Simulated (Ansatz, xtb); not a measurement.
**Relative energy of two isomers of C3H11BN2**

Structure a: `CC(C)B(N)N`, a singlet. Structure b: `CCNB(C)N`, a singlet. Both are isolated molecules in the gas phase, relaxed with PBE0-D3(BJ)/def2-SVP, each in the lowest conformer that the search found.

Quicker runs give these differences E(b) − E(a): GFN2-xTB −2.8 kcal/mol; HF/STO-3G −2.5 kcal/mol (at GFN2-xTB geometries); r2SCAN-D4/def2-SVP +1.7 kcal/mol (at GFN2-xTB geometries).

Estimate E(b) − E(a) at the level CCSD(T)/def2-SVP + ΔMP2/def2-TZVPP.

Calculated at CCSD(T)/def2-SVP + ΔMP2/def2-TZVPP: E(b) − E(a) = +3.4 kcal/mol, so structure a lies lower.

The same difference at several levels:

```tsv
level	geometry	E(b) − E(a) (kcal/mol)	departure from the last row (kcal/mol)	job, with rough time for the two
GFN2-xTB	GFN2-xTB	−2.8	−6.2	optimisation, 0.34 s
HF/STO-3G	GFN2-xTB	−2.5	−5.9	single point, 0.32 s
r2SCAN-D4/def2-SVP	GFN2-xTB	+1.7	−1.7	single point, 3.4 s
PBE0-D3(BJ)/def2-SVP	PBE0-D3(BJ)/def2-SVP	+1.7	−1.7	optimisation, 88 s
HF/def2-SVP	PBE0-D3(BJ)/def2-SVP	+0.7	−2.7	part of the CCSD(T) run
MP2/def2-SVP	PBE0-D3(BJ)/def2-SVP	+3.1	−0.3	part of the CCSD(T) run
CCSD(T)/def2-SVP	PBE0-D3(BJ)/def2-SVP	+2.4	−1.1	single point
CCSD(T)/def2-SVP + ΔMP2/def2-TZVPP	PBE0-D3(BJ)/def2-SVP	+3.4		single point, 58 s
```

As drawn, b has 1 C–N, 1 C–H in place of 1 C–C, 1 N–H.

GFN2-xTB, HF/STO-3G put the two in the other order. The largest departure from CCSD(T)/def2-SVP + ΔMP2/def2-TZVPP is that of GFN2-xTB, 6.2 kcal/mol. The last row adds to CCSD(T) the change of the MP2 difference between the two basis sets, here +1.1 kcal/mol.

With thermal terms from frequencies at re-optimised GFN2-xTB minima (ideal gas, soft modes damped towards free rotors, one conformer each, 298.15 K, 1 atm): on the last row, ΔE + ΔZPE = +3.0, ΔH = +3.2, ΔG = +2.3 kcal/mol.

The correlated steps freeze 6 core orbitals. Programs: Ansatz 0.2.0, xtb 6.7.1; the last row on 4 threads of Arm Neoverse V1 on a shared host.

The diaminoborane with an isopropyl group on boron is modestly favoured over its N-ethyl, B-methyl isomer. Both keep two B–N bonds and one B–C bond, so nitrogen lone-pair donation into the empty boron p orbital is available in each and should largely cancel. What remains is the exchange of a C–C and an N–H bond for a C–N and a C–H bond. The stronger C–H bond does not quite repay the loss of N–H and the weaker C–N link, which probably accounts for most of the preference.

Hartree–Fock already gives this order in def2-SVP, so missing correlation alone does not explain the reversal in STO-3G, where the minimal basis probably treats the polar bonds unevenly. The fall from +3.2 kcal/mol in ΔH to +2.3 kcal/mol in ΔG shows that entropy favours the N-ethyl isomer, consistent with its softer chain, but not enough to change the order. Nothing here bears on the barrier between the two.
